## Re Σ of the Be(0001) surface state from its linewidths

### Problem

Conventions: $\hbar=1$, $\omega$ is measured from $E_F$ (occupied states have $\omega<0$), $q=k-k_F$, and $\Sigma(\omega)$ on the real axis is the retarded function $\Sigma(\omega+i0^+)$, with $\Gamma=-2\,\mathrm{Im}\,\Sigma$.

I take the $\bar\Gamma$ surface state of Be(0001) near $k_F$ along one direction, at $k_BT\ll\omega_D$. The data are illustrative. I chose them so that the coupling falls in the range typical of this state.

- Reference band $\xi=v_0q$ with $v_0=6.0$ eV Å (approximate). The band bottom lies about $E_0=2.8$ eV below $E_F$, so a parabola has $k_F=2E_0/v_0=0.93$ Å$^{-1}$.
- Full widths at half maximum of the momentum distribution curves (MDC), resolution removed, for $0<|\omega|\le W=210$ meV on the occupied side: $\Delta k=\Delta k_0+\Delta k_1|\omega/\omega_D|^3$ for $|\omega|<\omega_D$ and $\Delta k_0+\Delta k_1$ beyond, with $\Delta k_0=0.012$ Å$^{-1}$ (defects), $\Delta k_1=0.022$ Å$^{-1}$ (phonons) and $\omega_D=70$ meV (typical). This is the $T=0$ shape for a Debye spectrum.
- Electron-electron part: $\Gamma_{ee}\approx b\,\omega^2$ with $b\approx0.035$ eV$^{-1}$, and weight factor $Z_{ee}\approx0.75$, both rough typical values.
- Model assumptions: $\Sigma$ does not depend on $q$, defect and phonon parts add, $\Gamma$ is even in $\omega$ and keeps its plateau beyond $W$.

Wanted: (a) $\Gamma(\omega)$ and $\mathrm{Re}\,\Sigma(\omega)$; (b) $\lambda=-\partial_\omega\mathrm{Re}\,\Sigma(0)$, $Z$ and the Fermi velocity $v^*$; (c) where $0<1/(1-\partial_\omega\mathrm{Re}\,\Sigma)\le1$ holds and where it fails; (d) what the window alone guarantees, and how large the neglected terms are.

### Why the widths fix the real part

The Lehmann sum over exact eigenstates gives, for the diagonal element of $G$ in the surface-state orbital,
$$G(z)=\int d\omega'\,\frac{A(\omega')}{z-\omega'},\qquad A\ge0,\qquad \int A\,d\omega'=1 .$$
Positivity holds at any temperature, since each term is a squared matrix element times a sum of two Boltzmann weights. The norm is $\langle\{c,c^\dagger\}\rangle=1$. For $\mathrm{Im}\,z>0$, $\mathrm{Im}\,G=-\mathrm{Im}\,z\int A/|z-\omega'|^2\,d\omega'<0$. So $G$ has no zero there, and $1/G$ is analytic with $\mathrm{Im}(1/G)=-\mathrm{Im}\,G/|G|^2>0$. The Herglotz-Nevanlinna theorem represents any such function as
$$\frac1{G(z)}=a+b_1z+\int d\mu(t)\left[\frac1{t-z}-\frac{t}{1+t^2}\right],\qquad d\mu\ge0,$$
with $a$ real, $t$ in any fixed energy unit and $b_1=\lim_{y\to\infty}1/[iy\,G(iy)]$. The norm of $A$ gives $zG\to1$, hence $b_1=1$. In $\Sigma=z-\xi-1/G$ the linear term cancels. Letting $z\to\omega+i0^+$ identifies $d\mu=\Gamma\,d\omega'/2\pi$. If $\int d\mu/(1+|t|)$ converges, the subtraction goes into the constant:
$$\Sigma(z)=\Sigma_\infty+\int\frac{d\omega'}{2\pi}\frac{\Gamma(\omega')}{z-\omega'},\qquad\Gamma\ge0 .$$
When $A$ has moments $m_1$ and $m_2$, then $1/G=z-m_1-(m_2-m_1^2)/z+\dots$, so $\Sigma_\infty=m_1-\xi$ and $\int\Gamma\,d\omega'/2\pi=m_2-m_1^2$. For the matrix $G$ the identity $G^{-1}-G^{\dagger-1}=G^{-1}(G^\dagger-G)G^{\dagger-1}$ carries the argument over, and $\Gamma$ is positive semidefinite.

The real part on the axis is the Kramers-Kronig relation
$$\mathrm{Re}\,\Sigma(\omega)=\Sigma_\infty+P\!\int\frac{d\omega'}{2\pi}\frac{\Gamma(\omega')}{\omega-\omega'} .$$
On an interval where $\Gamma$ has no weight, $\Sigma$ is real and
$$\frac{d\Sigma}{d\omega}=-\int\frac{d\omega'}{2\pi}\frac{\Gamma(\omega')}{(\omega-\omega')^2}\le0 ,$$
so a pole of $G$ there has residue $Z=1/(1-d\Sigma/d\omega)$ with $0<Z\le1$, and $Z=1$ only if $\Gamma\equiv0$.

Three provisos I keep in mind. First, a gap of $A$ may contain a delta function of $\Gamma$, at a zero of $G$. For $G=w/(z-\epsilon_1)+(1-w)/(z-\epsilon_2)$ one finds $z-m_1-1/G=w(1-w)(\epsilon_1-\epsilon_2)^2/[z-(1-w)\epsilon_1-w\epsilon_2]$, and $\Sigma$ falls only on either side of its pole. Second, the Fermi level of a metal is no gap. The slope formula survives at $\omega=0$ if $\int\Gamma/\omega'^2$ converges, as for $\omega^2$ or $|\omega|^3$, while $\Gamma\propto|\omega|$ would give $Z=0$. Third, my $\Gamma$ tends to a constant, so the subtracted form applies. For even $\Gamma$ this means symmetric limits, and measuring $q$ from the actual $k_F$ sets $\mathrm{Re}\,\Sigma(0)=0$.

### (a) From Δk to Re Σ

With $\Sigma$ independent of $q$,
$$A(q,\omega)=\frac1{2\pi}\frac{\Gamma(\omega)}{[\omega-v_0q-\mathrm{Re}\,\Sigma(\omega)]^2+\Gamma(\omega)^2/4}$$
is at fixed $\omega$ an exact Lorentzian in $q$, centred at $q_m=(\omega-\mathrm{Re}\,\Sigma)/v_0$, with full width $\Gamma/v_0$. The velocity that converts the width is $v_0$ and not $v^*$. Thus
$$\Gamma_0=6.0\ \mathrm{eV\,\mathring A}\times0.012\ \mathrm{\mathring A^{-1}}=72\ \mathrm{meV},\qquad \Gamma_1=6.0\ \mathrm{eV\,\mathring A}\times0.022\ \mathrm{\mathring A^{-1}}=132\ \mathrm{meV},$$
and the plateau is 204 meV. For even $\Gamma$,
$$\mathrm{Re}\,\Sigma(\omega)=\frac1\pi P\!\int_0^\infty d\omega'\,\frac{\omega\,\Gamma(\omega')}{\omega^2-\omega'^2}.$$
The constant $\Gamma_0$ drops out, because the antiderivative $\tfrac12\ln|(\omega+\omega')/(\omega-\omega')|$ of the kernel vanishes at both ends and is symmetric about its singularity. It contributes $-i\Gamma_0/2$ only. For the phonon part I set $x=\omega/\omega_D$, $y=\omega'/\omega_D$ and use $y^3/(x^2-y^2)=-y+x^2y/(x^2-y^2)$:
$$xP\!\int_0^1\frac{y^3dy}{x^2-y^2}=-\frac x2-\frac{x^3}2\ln\left|1-\frac1{x^2}\right|,\qquad xP\!\int_1^\infty\frac{dy}{x^2-y^2}=-\frac12\ln\left|\frac{1+x}{1-x}\right| .$$
Together,
$$\mathrm{Re}\,\Sigma=-\frac{\Gamma_1}{2\pi}f(x),\qquad f(x)=x+x^3\ln\left|1-\frac1{x^2}\right|+\ln\left|\frac{1+x}{1-x}\right|,\qquad\frac{\Gamma_1}{2\pi}=21.0\ \mathrm{meV}.$$
$f$ is odd, so $\mathrm{Re}\,\Sigma>0$ on the occupied side and the states are pushed towards $E_F$. At $|x|=1$ the logarithms of $|1-x|$ cancel and $f(1)=1+2\ln2=2.386$. At large $x$, $f\to3/(2x)$. One row by hand: $f(0.5)=0.5+0.137+1.099=1.736$, so $\mathrm{Re}\,\Sigma(-35\ \mathrm{meV})=+36.5$ meV.

On differentiating $f$, the rational terms $2x^2/(x^2-1)$ and $2/(1-x^2)$ add to 2, and
$$\partial_\omega\mathrm{Re}\,\Sigma=-\frac{3\Gamma_1}{2\pi\omega_D}\left[1+x^2\ln\left|1-\frac1{x^2}\right|\right].$$

| $\omega$ (meV) | $\lvert x\rvert$ | $\Gamma$ (meV) | $\mathrm{Re}\,\Sigma$ (meV) | $q_m$ ($10^{-3}$ Å$^{-1}$) | $\partial_\omega\mathrm{Re}\,\Sigma$ | $1/(1-\partial_\omega\mathrm{Re}\,\Sigma)$ |
|---|---|---|---|---|---|---|
| −17.5 | 0.25 | 74.1 | 16.9 | −5.7 | −1.05 | 0.49 |
| −35 | 0.5 | 88.5 | 36.5 | −11.9 | −1.15 | 0.47 |
| −61.9 | 0.884 | 163.3 | 58.6 | −20.1 | 0 | 1 |
| −70 | 1 | 204 | 50.1 | −20.0 | $+\infty$ | 0 |
| −105 | 1.5 | 204 | 23.6 | −21.4 | +0.29 | 1.41 |
| −140 | 2 | 204 | 16.7 | −26.1 | +0.14 | 1.16 |
| −210 | 3 | 204 | 10.8 | −36.8 | +0.05 | 1.06 |

The last digits are the arithmetic of the model. Part (d) shows that they carry no physical weight.

### (b) λ, Z and the Fermi velocity

The intrinsic width $\Gamma-\Gamma_0$ is non-negative and vanishes as $|\omega|^3$, so the slope formula applies to it at $\omega=0$:
$$\lambda=\int\frac{d\omega'}{2\pi}\frac{\Gamma-\Gamma_0}{\omega'^2}=\frac{\Gamma_1}{2\pi\omega_D}\,2\left[\int_0^1y\,dy+\int_1^\infty\frac{dy}{y^2}\right]=3\times0.300=0.900 .$$
This equals minus the $x\to0$ limit of the slope in (a). Two thirds of $\lambda$ come from the plateau above $\omega_D$. Then
$$Z=\frac1{1+\lambda}=0.526,\qquad v^*=\left(\frac{dq_m}{d\omega}\right)^{-1}_{\omega=0}=Zv_0=3.16\ \mathrm{eV\,\mathring A}.$$
Dividing $1+\lambda$ by $v_0$ removes the conversion of widths:
$$\frac1{v^*}=\frac1{v_0}+J,\qquad J=\int\frac{d\omega'}{2\pi}\frac{\Delta k-\Delta k_0}{\omega'^2}=\frac{3\Delta k_1}{2\pi\omega_D},$$
that is $0.167+0.150=0.317$ (eV Å)$^{-1}$. I find this the most useful form. $J$ and $v^*$ both come from MDC fits, so causality returns $v_0$ when it is not known beforehand.

$Z$ is a residue only in the defect-free problem. With $\Gamma_0=0$ and $q=0$, $A$ is a delta function of weight 0.526 at $\omega=0$ plus a continuum. Integrating the continuum numerically with the $f(x)$ above gives 0.474, which is $1-Z$, as the norm requires. With defects the pole approximation gives an energy width $Z\Gamma_0=38$ meV at $k_F$. That is more than half of $\omega_D$, so $\Sigma$ varies across the line and the energy distribution curve is not Lorentzian. This is my reason for working from MDC widths.

### (c) Where the inequality stops

The bracket in the slope vanishes when $u=1/x^2$ solves $u-1=e^{-u}$, which gives $u=1.278$, $|x|=0.884$, $|\omega|=61.9$ meV. There the first two terms of $f$ cancel, $f=\ln[(1+x)/(1-x)]=2.79$, and $\mathrm{Re}\,\Sigma$ has its maximum of 58.6 meV. Below this energy the slope is negative and the last column lies between 0 and 1. For $|x|>1$, $\ln(1-u)<-u$ makes the bracket negative, so the slope is positive at all $|\omega|>61.9$ meV. It exceeds 1 between the two roots of $x^2\ln|1-1/x^2|=-(1+1/\lambda)$, at 66.8 and 77.1 meV. In that interval $1/(1-\partial_\omega\mathrm{Re}\,\Sigma)$ is negative and the MDC peak runs backwards, as the rows at −61.9 and −70 meV already hint. Outside it, above 61.9 meV, the ratio exceeds 1.

None of this contradicts the theorem. The inequality needs $\Gamma=0$ at the point in question. Where $\Gamma\neq0$, the slope of a principal-value integral has no fixed sign, and the ratio is not a spectral weight. The logarithmic divergence at $\omega_D$ comes from the kink of the Debye form, and a smooth phonon spectrum or finite temperature rounds it. The positive slope above the phonon band stays, since $\mathrm{Re}\,\Sigma$ has to return towards zero.

### (d) What the window guarantees

Photoemission at low temperature sees $-W<\omega<0$ only. This piece of the integral is
$$\lambda_W=\frac{\Gamma_1}{2\pi\omega_D}\left[\frac12+1-\frac{\omega_D}{W}\right]=0.300\times\frac76=0.350 .$$
Whatever the intrinsic width does elsewhere, it is non-negative, so $\lambda\ge0.35$ and $Z\le0.74$, given only $v_0$ and the separation of $\Gamma_0$. Mirroring to the empty side doubles this to 0.70. That step assumes a density of final states and a coupling that are flat on the phonon scale. The plateaux beyond $\pm W$ add 0.20, which is 22 per cent of $\lambda$. Each side holds 0.10. If the occupied plateau fell to half its height beyond $W$, $\lambda$ would lose 0.05. Cutting it off at the band bottom costs only $\Gamma_1/(2\pi E_0)=0.0075$.

The same slow tail matters if $v_0$ is read from the dispersion. A chord from $k_F$ to the peak at −210 meV has slope $210\ \mathrm{meV}/(36.8\times10^{-3}\ \mathrm{\mathring A^{-1}})=5.71$ eV Å, 4.9 per cent below $v_0$, because $\mathrm{Re}\,\Sigma$ is still 10.8 meV there. Taking the chord as the bare band gives an apparent $\lambda=5.71/3.16-1=0.81$. Band curvature works the same way. For a parabola the chord slope is $v_0[1+\sqrt{1-|\xi|/E_0}]/2$, a further 2.0 per cent lower at $|\xi|=221$ meV. The local velocity $v_0\sqrt{1-|\xi|/E_0}$ at 210 meV is 3.8 per cent lower, which sets the scale of the change in the conversion $\Gamma=v_0\Delta k$ at the far edge of the window.

The electron-electron term is the one that rivals the effect. Its width at the window edge is $0.035\ \mathrm{eV^{-1}}\times(0.21\ \mathrm{eV})^2=1.5$ meV, invisible beside 132 meV. Its slope at $E_F$ collects $\Gamma_{ee}/\omega'^2$ out to electronic energies and equals $-(1/Z_{ee}-1)=-0.33$. Within the window its real part is linear in $\omega$ and $q$, so
$$G^{-1}\simeq Z_{ee}^{-1}\left[\omega-v_0q-Z_{ee}\left(\Sigma_{ph}+\Sigma_{def}\right)\right],$$
with $v_0$ the velocity of the electronically dressed band. The $\Sigma$ of parts (a) to (c) is therefore $Z_{ee}(\Sigma_{ph}+\Sigma_{def})$, $\lambda=v_0/v^*-1$ is the mass enhancement relative to that band, and 0.526 is the weight relative to its quasiparticle. The total pole weight is $Z_{ee}Z\approx0.39$.

The model's results are $\lambda\approx0.9$, uncertain by some 0.05 from the unseen tail, $Z\approx0.53$, $v^*\approx3.2$ eV Å, and a maximum $\mathrm{Re}\,\Sigma$ of about 59 meV near −62 meV. Typical values of $\lambda$ for this surface state spread from about 0.6 to 1.2 with direction and method of analysis. The widths were chosen to land inside that range, so the number tests nothing about beryllium. What does not depend on the extrapolation of the widths is the bound from positivity, $\lambda\ge0.35$ for these data.